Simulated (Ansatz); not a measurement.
# A series in volume scale on W

All results are calculated (Ansatz 0.2.0). Plane-wave DFT, scalar-relativistic PAW made under PBE with cores redone for the functional, no dispersion; the given relaxed cell is scaled uniformly, energy at zero smearing counts from the unscaled cell, pressure at the given Fermi-Dirac smearing is positive in compression.

The cell before it is scaled or strained (space group Fd-3m, No. 227):
```
cell vectors (Å)
   0.0000     2.9574     2.9574
   2.9574     0.0000     2.9574
   2.9574     2.9574     0.0000
atoms (fractions of the cell vectors)
W   0.12500  0.12500  0.12500
W   0.87500  0.87500  0.87500
```

Settings of every row: spin polarised no; functional BLYP; wave cutoff 420 eV; smearing width 0.1 eV; k mesh 10x10x10.

Atom starting moment: 0 on all atoms.

Limits: some atoms lie unusually close (a squeezed, shaken or made-up cell); no spin-orbit coupling, which can matter with elements this heavy.

```csv
row,volume scale,V (Å³/atom),pressure (GPa),energy change per atom (meV)
1,0.88,22.762,17.84,153.08
2,0.92,23.797,?,?
3,0.96,24.831,4.83,14.3
4,1.04,26.901,-3.96,13.89
5,1.08,27.935,-7.22,51
6,1.12,28.97,-9.89,107.2
```

Question: what pressure and energy change per atom should row 2 give?

Worked fit of pressure. Take u = (V_r/V)^(2/3) − 1 with V_r = 26.901 Å³ an atom, which is twice the finite (Eulerian) strain; such expansions in the strain, on which the Birch-Murnaghan equation of state is built, carry the rest volume and the bulk modulus. The shown rows have u = 0.11782, 0.05483, 0, -0.02483, -0.0482. Least squares give pressure = −3.983 + 140.442 × u + 379.45 × u² GPa; a straight line predicts inner rows, each left out in turn, worse (root mean square 1.3 against 0.047 GPa). The rows lie off it by 0.01, -0.03, 0.02, 0.02, -0.02. The pressure vanishes at u = 0.0265, or V = 25.87 Å³ an atom, and there the bulk modulus at fixed shape and fractions is B = −V dP/dV = (2/3)(1 + u) dP/du = 110 GPa. The withheld row has u = 0.08517, so the fit gives −3.983 + 140.442 × (0.08517) + 379.45 × (0.08517)² = 10.73 GPa.

The calculation gave 10.69 GPa. The fit lies 0.04 GPa (0.14 % of the column's range) above it; its largest miss of a shown row is 0.03 GPa.

Worked fit of energy change per atom. Take u = (V_r/V)^(2/3) − 1 with V_r = 26.901 Å³ an atom, which is twice the finite (Eulerian) strain; such expansions in the strain, on which the Birch-Murnaghan equation of state is built, carry the rest volume and the bulk modulus. The shown rows have u = 0.11782, 0.05483, 0, -0.02483, -0.0482. Least squares give energy change per atom = 14.066 − 1026.567 × u + 18731.87 × u² meV; a straight line predicts inner rows, each left out in turn, worse (root mean square 62 against 0.35 meV). The rows lie off it by -0.06, 0.21, -0.18, -0.10, 0.13 (root mean square 0.15 meV). Its lowest point lies at u = 0.0274, or V = 25.83 Å³ an atom, and the curvature there gives the bulk modulus at fixed shape and fractions, B = (4/9)(1 + u)² E″(u)/V = 109 GPa. The withheld row has u = 0.08517, so the fit gives 14.066 − 1026.567 × (0.08517) + 18731.87 × (0.08517)² = 62.51 meV.

The calculation gave 62.84 meV. The fit lies 0.33 meV (0.24 % of the column's range) below it; its largest miss of a shown row is 0.21 meV.
